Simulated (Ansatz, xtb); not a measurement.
# Relative energy of two isomers of F2GeH5N2+

Structure a is `N[NH2+][GeH]([F])[F]`, a singlet and structure b is `[NH3+][NH][GeH]([F])[F]`, a singlet. Both are isolated ions in the gas phase, relaxed with PBE-D3(BJ)/def2-SVP; the shapes shown needn't be the lowest conformers.

a (Å):

```
atom    x (Å)    y (Å)    z (Å)
   F  -0.7121  -1.8698   1.2863
   F   0.4038  -0.3834  -0.8350
  Ge   0.0975  -0.4135   0.8612
   N  -0.9927   2.0189   0.1169
   N  -1.4639   0.8531   0.8120
   H  -0.7935   1.7447  -0.8571
   H  -1.7269   2.7422   0.1122
   H  -1.7075   1.1234   1.7840
   H  -2.3106   0.3810   0.4185
   H   1.2014   0.0934   1.7873
```

b (Å):

| atom | x (Å) | y (Å) | z (Å) |
| --- | --- | --- | --- |
| F | 0.4036 | -0.0820 | 1.7827 |
| F | -1.0709 | -1.8730 | 0.2316 |
| Ge | 0.0191 | -0.5360 | 0.1202 |
| N | -1.3959 | 1.6886 | 1.0182 |
| N | -0.9559 | 1.0422 | -0.1687 |
| H | -2.3790 | 1.4802 | 1.3036 |
| H | -0.7640 | 1.3337 | 1.7862 |
| H | -1.2847 | 2.7229 | 0.9625 |
| H | -1.6124 | 1.1741 | -0.9467 |
| H | 1.2154 | -0.7693 | -0.7961 |

Energies in hartree; the thermal terms are from PBE-D3(BJ)/def2-SVP harmonic frequencies (ideal gas, rigid rotor, one conformer each, 298.15 K, 1 atm) and include the zero-point energy:

```
                               a            b
E, CCSD(T)/def2-SVP  −2386.324974  −2386.330553
    E, MP2/def2-SVP  −2386.281756  −2386.287840
  E, MP2/def2-TZVPP  −2387.172162  −2387.175697
  zero-point energy      0.067723      0.068155
       H(298 K) − E      0.075879      0.076060
       G(298 K) − E      0.035735      0.036804
```

Problem. Correct the CCSD(T) difference for the basis set by the MP2 change, then work out ΔE, ΔE₀, ΔH and ΔG for a → b in kJ/mol (1 Eh = 2625.50 kJ/mol) and the equilibrium ratio [b]/[a].

Solution. 1. Differences b − a: CCSD(T) −0.005579, MP2 in the small set −0.006084, MP2 in the large set −0.003535 Eh.
2. ΔE = −0.005579 + (−0.003535 − (−0.006084)) = −0.003030 Eh = −7.96 kJ/mol.
3. ΔE₀ = ΔE + ΔZPE = −0.003030 + (+0.000432) Eh = −6.82 kJ/mol.
4. ΔH = ΔE + (+0.000181) Eh = −7.48 kJ/mol.
5. ΔG = ΔE + (+0.001069) Eh = −5.15 kJ/mol, so ΔS = (ΔH − ΔG)/T = −7.8 J/(mol K).
6. kT = 0.9442 mEh, so K = [b]/[a] = exp(−ΔG/kT) = exp(+2.08) ≈ 8.

Structure b is favoured at this temperature. An error of 4 kJ/mol in ΔG would change K by a factor of 5. Mirror images and further conformers aren't counted.

As drawn, both hold the same kinds of bond in the same numbers.

Other levels gave ΔE = −18.4 (PBE-D3(BJ)/def2-SVP); −18.8 (HF/def2-SVP); −16.0 (MP2/def2-SVP); −14.6 (CCSD(T)/def2-SVP) kJ/mol. The correlated steps freeze 13 core orbitals; the filled d shell of Ge is correlated, in a basis made for valence electrons. Programs: Ansatz 0.2.0.

The isomers are proton tautomers, and the modest preference for b reflects where the proton sits. In a it occupies the nitrogen bound to germanium, using up that atom's lone pair and leaving a long, weak, largely dative Ge–N bond. In b the proton is on the terminal nitrogen, the Ge–N bond is a shorter, normal covalent one, and an ammonium hydrogen points at a fluorine in a short N–H···F contact. Equal bond counts therefore hide unequal bond strengths, and the hydrogen bond probably adds to the preference. Hartree–Fock already favours b clearly, so the preference doesn't originate in electron correlation. The larger basis nearly halves the gap, perhaps because the small one overstates the internal N–H···F attraction through basis-set superposition. The entropy term works slightly against b, as expected if that contact stiffens the ion. The results support a mild thermodynamic preference for b between these two structures, but say nothing about how fast the proton moves between the nitrogens.
